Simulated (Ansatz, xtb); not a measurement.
**Ligand exchange: CClF3 + BH(CH3)(SH) → CHF3S + BH(CH3)Cl**

Gas-phase species: CClF3 `FC(F)(F)Cl`, singlet; BH(CH3)(SH), singlet; CHF3S (trifluoromethanethiol) `FC(F)(F)S`, singlet; BH(CH3)Cl, singlet. The partners trade Cl for SH: C–Cl and B–SH bonds give way to C–SH and B–Cl.

Shapes, held fixed at every level: PBE0-D4/def2-TZVP. Flexible molecules stand in one conformer, not always the lowest. Programs: Ansatz 0.2.0, xtb 6.7.1. The zero-point and thermal change to 298 K, harmonic and unscaled (PBE0-D4/def2-TZVP), is -1.0 kJ/mol.

| level | kind | ΔH(298 K) (kJ/mol) | less CCSD(T)/CBS estimate |
| --- | --- | --- | --- |
| GFN1-xTB | semi-empirical | -11.0 | +7.1 |
| r2SCAN0-D4/def2-TZVPP | global hybrid | -14.5 | +3.6 |
| wB97X-V/def2-TZVPP | range-separated hybrid | -17.8 | +0.3 |
| B2PLYP/def2-TZVPP | double hybrid | -17.6 | +0.5 |
| CCSD/def2-SVP | coupled cluster or CI | -14.4 | +3.7 |
| CCSD(T)/def2-TZVPP | coupled cluster or CI | -16.3 | +1.8 |
| CCSD/def2-TZVPP | coupled cluster or CI | -18.0 | +0.1 |
| CCSD(T)/CBS estimate | coupled cluster or CI | -18.1 | 0.0 |

The highest level, CCSD(T)/CBS estimate, gives ΔH(298 K) = -18.1 kJ/mol; the levels span -18.1 to -11.0. The column of differences is taken from that level and isn't an error. No measured value is set beside it here. The CBS estimate extrapolates MP2 from def2-TZVPP and def2-QZVPP and adds CCSD(T) − MP2 in the triple-zeta set, cores frozen.

The exchange is modestly exothermic at every level, and the small thermal term of -1.0 kJ/mol shows that the preference is essentially electronic. Chlorine, the more electronegative ligand, gains more from the polar bond to electropositive boron than it does from a bond to the already electron-poor CF3 carbon. Sulfur is usually the better π donor into boron's empty p orbital, which should favour the reactants, so the stronger B–Cl σ bond probably outweighs that loss. Lone-pair donation from sulfur into the C–F σ* orbitals may also help the thiol.

The near match of CCSD/def2-TZVPP to the highest level looks like a cancellation: in that basis the triples make the reaction less exothermic, while extending the basis at the CCSD(T) level makes it more so. It is therefore no evidence that triples are unimportant. The sign of the enthalpy is well supported, but the energies of the end points say nothing about the barrier to exchange.
